\textbf{Student.} My chip has a channel cut into fused silica, of uniform depth and with vertical side walls. Both walls are sawteeth, mirror images about the axis. The half-width $h(x)$ rises linearly from $a=10\,\mu$m at the neck to $b=30\,\mu$m at the belly and falls back, with period $L=80\,\mu$m. It holds still water with dissolved O$_2$, for which I assume $D_0=2.0\times10^{-9}$ m$^2$\,s$^{-1}$ at 298 K. How does the long-time diffusion coefficient along the channel respond if I change one thing at a time: the period, the shape of the tooth, the neck, which wall carries the teeth, the overall size, the temperature?

\textbf{Lecturer.} We argue each sign first and compute afterwards. The depth separates off, so the problem is planar, and by symmetry we keep the half $0<y<h(x)$ with reflecting edges. Let $P(x,t)=\int_0^h\rho\,dy$. For slow, long-time transport the projected Fokker--Planck equation is
\begin{equation}
\partial_t P=\partial_x\Big[D(x)\,h\,\partial_x\frac{P}{h}\Big].
\label{eq:fj}
\end{equation}
Fick--Jacobs (FJ) sets $D=D_0$, which assumes instant equilibration across the channel. Kalinay and Percus (KP, 2006) gave the transverse direction the coefficient $D_0/\epsilon$, expanded in the ratio $\epsilon$ of longitudinal to transverse diffusion, dropped $h''$ and higher derivatives, summed the series and set $\epsilon=1$. For the symmetric planar channel and for a tube of radius $R(x)$,
\begin{equation}
D(x)=D_0\,\frac{\arctan h'}{h'},\qquad D(x)=\frac{D_0}{\sqrt{1+R'^2}}.
\label{eq:kp}
\end{equation}
The first terms, $1-h'^2/3$ and $1-R'^2/2$, are those of Zwanzig (1992).

\textbf{Student.} The series for the arctangent diverges beyond slope one. Why should I trust the sum?

\textbf{Lecturer.} Because once $h''$ is dropped, $D$ depends on the slope alone, and a wall of constant slope $s=\tan\theta$ can be solved exactly. In a wedge the stationary density depends only on the distance $r$ from the apex. Label a point by $x$ and $u=y/h$; its streamline is tilted by $v$, with $\tan v=su$. The true flux uses $\partial_x\rho=\rho'(r)\cos v$. Equation~(\ref{eq:fj}) uses the derivative of the cross-sectional mean, taken at fixed $u$, which is $\rho'(r)/\cos v$. So $D/D_0$ is the mean of $\cos^2v$ with weight $\rho'/\cos v$. In the wedge $\rho'\propto1/r=\cos v/x$, the weight is uniform, and
\begin{equation}
\frac{D}{D_0}=\int_0^1\frac{du}{1+s^2u^2}=\frac{\arctan s}{s}=\frac{\theta}{s}.
\end{equation}
In a cone $\rho'\propto1/r^2$, the weight is $\cos v$, the area element is $2u\,du$, and
\begin{equation}
\frac{D}{D_0}=\frac{\int_0^1 2u\,(1+s^2u^2)^{-3/2}du}{\int_0^1 2u\,(1+s^2u^2)^{-1/2}du}=\frac{1}{\sqrt{1+s^2}}.
\end{equation}
Both hold at any slope. They also give the rule for signs: tilted streamlines cost transport, the cost is even in the slope, and for small slope it is $s^2\langle u^2\rangle$, with $\langle u^2\rangle=1/3$ across a slit and $1/2$ across a disc.

\textbf{Student.} That is a local coefficient. I follow spreading over many teeth.

\textbf{Lecturer.} Take a stationary flux $J$ per unit depth. The mean concentration $P/h$ drops by $J\mathcal R/D_0$ per period, where $\mathcal R=D_0\int_0^L dx/(Dh)$ is a dimensionless resistance. The half cell has area $S=L(a+b)/2$, so the coarse-grained law is $J=D_{\rm eff}(S/L)\times{}$drop$/L$, the Lifson--Jackson (1962) form:
\begin{equation}
\frac{D_{\rm eff}}{D_0}=\frac{L^2}{S\,\mathcal R}=\frac{2L}{(a+b)\,\mathcal R}.
\label{eq:lj}
\end{equation}
With the true two-dimensional resistance inserted this relation is exact. On a flank $dx=dh/s$, so for flank angles $\theta_1,\theta_2$
\begin{equation}
\mathcal R_{\rm FJ}=\Big(\frac1{s_1}+\frac1{s_2}\Big)\ln\frac ba=\frac{L}{b-a}\ln\frac ba,\qquad
\mathcal R_{\rm KP}=\Big(\frac1{\theta_1}+\frac1{\theta_2}\Big)\ln\frac ba .
\label{eq:res}
\end{equation}
Your channel has $s=0.5$. FJ gives $D_{\rm eff}/D_0=1/\ln3=0.910$, the KP factor is $0.927$, and the product is $0.844$.

\textbf{Student.} Here I object. A sawtooth is wedges joined at kinks, and at a kink $h''$ is a delta function. You dropped the one thing that is infinite.

\textbf{Lecturer.} The objection is right, and we need the sign and size of what is lost. Sign first, for symmetric teeth. Take as a trial current the radial wedge flow, of magnitude $J/(\theta r)$, on each flank. It is free of divergence, parallel to the walls, and its normal component is continuous at neck and belly by mirror symmetry. Along every ray $r$ grows by the factor $b/a$, so one flank dissipates $J^2\theta^{-2}\int dv\,dr/r=J^2\theta^{-1}\ln(b/a)$, which is the KP resistance. The true current minimises the dissipation at given $J$, so $\mathcal R\le\mathcal R_{\rm KP}$. The dual principle, minimum of $\int|\nabla\rho|^2$ at given drop, with a trial density depending on $x$ alone, gives $\mathcal R\ge\mathcal R_{\rm FJ}$. Hence
\begin{equation}
D_{\rm KP}\le D_{\rm eff}\le D_{\rm FJ}.
\end{equation}
The real current rounds the corners, and KP overstates the slowing.

\textbf{Student.} A bracket from $0.844$ to $0.910$ may be wider than my effects.

\textbf{Lecturer.} Then compute the corners, each as if the other were far away. Put $p=\theta_1/\pi$, $q=\theta_2/\pi$, $z=x+iy$. Extend the two flanks of a belly down to the axis. The triangle is the image of the upper half $t$ plane under
\begin{equation}
\frac{dz}{dt}=C\,t^{\,p-1}(1+t)^{-p-q},\qquad C\,B(p,q)=b\,(\cot\theta_1+\cot\theta_2),
\end{equation}
with the apexes at $t=0,\infty$, the belly corner at $t=-1$, and $B$ the beta function; the second relation is the length of the base. The density $\ln|t|$ has no flux through the real axis, so the resistance between two semicircles is $\pi^{-1}\ln|t_2/t_1|$. Near the apexes the distances from them are $r_1=C|t|^p/p$ and $r_2=C|t|^{-q}/q$, which gives
\begin{equation}
\pi\mathcal R_{\rm belly}=\frac1p\ln\frac{C}{p\,r_1}+\frac1q\ln\frac{C}{q\,r_2}.
\end{equation}
The neck is the same map with $p,q\to-p,-q$: two wedges that open to infinity. Its constant obeys $\tilde C\,|B(-p,-q)|=a(\cot\theta_1+\cot\theta_2)$, the distance between the two apexes, with $B$ continued through gamma functions, and $\pi\mathcal R_{\rm neck}=p^{-1}\ln(pr_1/\tilde C)+q^{-1}\ln(qr_2/\tilde C)$. In the sum the matching radii cancel and $\ln(C/\tilde C)$ remains:
\begin{equation}
\mathcal R=\Big(\frac1{\theta_1}+\frac1{\theta_2}\Big)\Big[\ln\frac ba-\Delta\Big],\qquad
\Delta=\ln\frac{\Gamma(1+p)\Gamma(1+q)\Gamma(1-p-q)}{\Gamma(1-p)\Gamma(1-q)\Gamma(1+p+q)} .
\label{eq:corner}
\end{equation}
For small angles $\Delta\simeq2\zeta(3)\,pq(p+q)$: positive, as the bound demands, and cubic in the angle. The disturbance from a corner varies as $\cos(\pi v/\theta)$ across the wedge and so decays as a power $\pi/\theta$ of $r$. Overlap of the corners therefore alters $\Delta$ by a fraction of order $(a/b)^{\pi/\theta}$, which is $0.0006$ for your channel. There $\Delta=0.0164$ and $D_{\rm eff}/D_0=0.857$, so that the model gives $D_{\rm eff}=1.7\times10^{-9}$ m$^2$\,s$^{-1}$. Now make your changes. Guess first.

\textbf{Student.} Halve the period to $40\,\mu$m. Same widths, visited twice as often. The averages of $h$ and $1/h$ are unchanged, so nothing happens.

\textbf{Lecturer.} That is the FJ answer: $L$ cancels between (\ref{eq:lj}) and $\mathcal R_{\rm FJ}$. But the slope doubles to $1$, the streamlines tilt more, and $D_{\rm eff}$ must fall. The first term alone takes the factor from $0.917$ to $0.667$, a change of $-27$ per cent. The arctangent bends over, from $0.927$ to $0.785$, so KP gives $0.715$, a change of $-15.3$ per cent. The corner term is cubic in an angle that grew from $0.464$ to $0.785$ rad, so expect it to rise about fivefold and to push back. It becomes $\Delta=0.0900$, the ratio is $0.779$, and the change is $-9.1$ per cent.

\textbf{Student.} So the neglected term eats more than a third of the predicted effect. Is your corner formula itself safe at 45 degrees?

\textbf{Lecturer.} The overlap parameter is $3^{-4}=0.012$, and we can test it. For symmetric teeth the planes through neck and belly are surfaces of constant density, so half a period is a trapezoid. Map its vertices, in the order neck axis, belly axis, belly corner, neck corner, to $t=0,\,1-\mu,\,1,\,\infty$ with $dz/dt\propto t^{-1/2}(t-1+\mu)^{-1/2}(t-1)^{-1/2-p}$. The ratio of the two vertical sides fixes $\mu$, and the rectangle with the same four points ($p=0$) gives the resistance:
\begin{equation}
\frac ba=\mu^{-p}\,\frac{B(\frac12-p,\frac12)\,{}_2F_1(\frac12,\frac12-p;1-p;\mu)}{B(\frac12+p,\frac12)\,{}_2F_1(\frac12,\frac12+p;1+p;\mu)},\qquad
\mathcal R=\frac{2K(1-\mu)}{K(\mu)},
\end{equation}
with $K$ the complete elliptic integral of the first kind as a function of the parameter. For $p=1/4$ and $b/a=3$ one finds $\mu=0.245$, $\mathcal R=2.574$ and $D_{\rm eff}/D_0=0.777$, a change of $-9.3$ per cent. So (\ref{eq:corner}) is good to about two units in the third decimal even here. KP has the sign right, and at slope one in so short a cell it overstates the size.

\textbf{Student.} Next. I make one wall flat and put all the teeth on the other, with the same total width, $20$ to $60\,\mu$m, and the same $80\,\mu$m period. The cross-section at every $x$ is what it was.

\textbf{Lecturer.} And FJ again predicts nothing. What does a flat reflecting wall do to the streamlines?

\textbf{Student.} It acts as a mirror. My channel is the upper half of a symmetric one whose half-width is my full width. The slope in (\ref{eq:kp}) is then $1$, not $0.5$.

\textbf{Lecturer.} And that channel, with $a,b,L=20,60,80\,\mu$m, is the previous case magnified twice. Since $\mathcal R$ and $L/(a+b)$ depend only on shape, the answer is the same: $0.715$ from KP, $0.777$ from the trapezoid. Sharing the taper between two walls is worth about a tenth in $D_{\rm eff}$. Compare a different operation: slide a thin flat wall along the axis of the original channel. No flux crossed that line, so nothing changes.

\textbf{Student.} That also answers the question of size. If I halve $a$, $b$ and $L$ together, $D_{\rm eff}$ stays.

\textbf{Lecturer.} It stays as long as the molecule is a point on the scale of the neck and does not stick to the glass. Only the clock changes: $L^2/2D_{\rm eff}$ goes from $1.9$ s to $0.47$ s in the model. The depth is equally irrelevant while the walls are vertical. If the etch rounds the floor, the local depth follows the width and the planar formula no longer applies.

\textbf{Student.} Now a real ratchet shape: the channel opens over $60\,\mu$m and closes over $20\,\mu$m. One flank is gentler and one steeper. They should cancel, or else the molecules move more easily in one direction.

\textbf{Lecturer.} Take the second idea first. $D(x)$ is even in the slope and (\ref{eq:corner}) is symmetric in $p$ and $q$, so turning the chip round changes nothing; without driving there is no rectification. As to cancelling, expand $1/\theta=1/s+s/3-\dots$. The sum of $1/s$ is pinned at $L/(b-a)=4$, and at fixed sum of reciprocals the sum of slopes is least when they are equal. Skew therefore lowers $D_{\rm eff}$. The slopes are $1/3$ and $1$, their sum rises by $1/3$, and the resistance factor rises by about $0.11$ on $4.31$, which suggests $-2.6$ per cent. The full arctangent gives $4.38$, a ratio of $0.831$ and $-1.5$ per cent. The corner term rises to $0.0237$, which leaves $0.849$ and $-0.9$ per cent. The radial trial current no longer matches at the joints, so the lower bound is not proved here, but $\Delta$ is still positive. The effect is small because the steep flank is short, and again the corners return over a third of it.

\textbf{Student.} Then narrow the neck to $5\,\mu$m with $b$ and $L$ fixed. Half the opening should mean half the transport.

\textbf{Lecturer.} In a wedge the neck enters through a logarithm, so expect far less than half. This is the one change that FJ sees, through the entropic barrier: $2(b-a)/[(a+b)\ln(b/a)]$ falls to $0.797$, or $-12.4$ per cent. The slope rises to $0.625$ and the KP factor falls to $0.894$, which adds to the loss with the same sign: $0.713$, or $-15.6$ per cent. The corner term grows to $0.0295$, but it is subtracted from a logarithm that has grown too, from $1.10$ to $1.79$, so its relative weight barely moves. The result is $0.725$, or $-15.4$ per cent. Here KP predicts the response well.

\textbf{Student.} But a stationary flux between two reservoirs would fall more than that.

\textbf{Lecturer.} It would. The flux follows $1/\mathcal R$, and $\mathcal R_{\rm KP}$ rises from $4.74$ to $6.42$, by a factor $1.35$. $D_{\rm eff}$ follows $1/(S\mathcal R)$, and the area to be filled shrinks by the factor $0.875$. Say which of the two you mean. The values of $D_{\rm eff}/D_0$ so far:
\begin{center}
\begin{tabular}{lcccc}
case & FJ & KP & $\Delta$ & with corners\\ \hline
reference & 0.910 & 0.844 & 0.0164 & 0.857\\
period halved, or teeth on one wall & 0.910 & 0.715 & 0.0900 & 0.779\\
skewed tooth & 0.910 & 0.831 & 0.0237 & 0.849\\
neck halved & 0.797 & 0.713 & 0.0295 & 0.725
\end{tabular}
\end{center}

\textbf{Student.} Warm the chip from 298 K to 323 K. An entropic barrier is $-k_BT\ln h$, so it grows with $T$. Does the ratio drop?

\textbf{Lecturer.} The barrier enters divided by $k_BT$, so $T$ cancels, and isotropic thermal expansion of the glass is a pure change of scale. Every entry in the table stays. Only $D_0$ moves, and upwards. With Stokes--Einstein scaling, $D_0\propto T/\eta$, a rough rule for so small a solute, and typical viscosities of water of $0.89$ and $0.55$ mPa\,s at the two temperatures, the factor is $1.75$, and the model's $D_{\rm eff}$ becomes $3.0\times10^{-9}$ m$^2$\,s$^{-1}$. That exceeds every geometric change we tried, so the temperature has to be held steady. Another small solute that does not adsorb changes $D_0$ alone in the same way.

\textbf{Student.} Last one. Spin the profile about its axis, so that it becomes a tube.

\textbf{Lecturer.} More of a disc lies near its rim, where the tilt is largest, so the local loss must be greater: at slope $0.5$ the factor is $0.894$ in place of $0.927$. A case from chip packaging is the hourglass through-glass via that has to be fed with Cu$^{2+}$ for plating. Assume glass of thickness $H=300\,\mu$m, waist radius $a=10\,\mu$m, mouth radius $b=25\,\mu$m, stagnant liquid, migration suppressed by excess electrolyte, and no uptake at the wall. The slope is $0.1$. The drop per unit flux is $\int dx/(D\pi R^2)=\sqrt{1+s^2}\,H/(\pi abD_0)$, so KP raises the resistance by $0.5$ per cent over FJ.

\textbf{Student.} And which neglected term spoils that one?

\textbf{Lecturer.} The mouths. Treat a mouth as a disc of uniform concentration that faces a half-space. Its flux density is $J/(2\pi b\sqrt{b^2-\varrho^2})$ at radius $\varrho$, each element contributes its flux divided by $2\pi D_0$ times the distance, and the integral at the centre gives a drop $J/(4bD_0)$. Two mouths add the fraction $\pi a/2H$ of the FJ resistance, about $5$ per cent in this model via, ten times the KP term. The rule that comes out of all the cases is this. Equation~(\ref{eq:kp}) fixes the sign of the response to any change that tilts the streamlines, and the loss starts at the square of the slope. The size needs more care. In the planar sawtooth (\ref{eq:corner}) gives $D_{\rm eff}=D_{\rm KP}/[1-\Delta/\ln(b/a)]$, so $\Delta\ll\ln(b/a)$ makes the KP value of $D_{\rm eff}$ accurate, but not yet its response. KP fixes the size of the response only when the change in $\Delta/\ln(b/a)$ is small compared with the relative change in $D_{\rm eff}$ that KP predicts. The two numbers are $0.0015$ against $0.156$ for the halved neck, where KP works, but $0.067$ against $0.153$ for the halved period and $0.007$ against $0.015$ for the skewed tooth, where it overstates the size. In a channel of finite length the ends must be counted too, since they can add more resistance than the tilt does.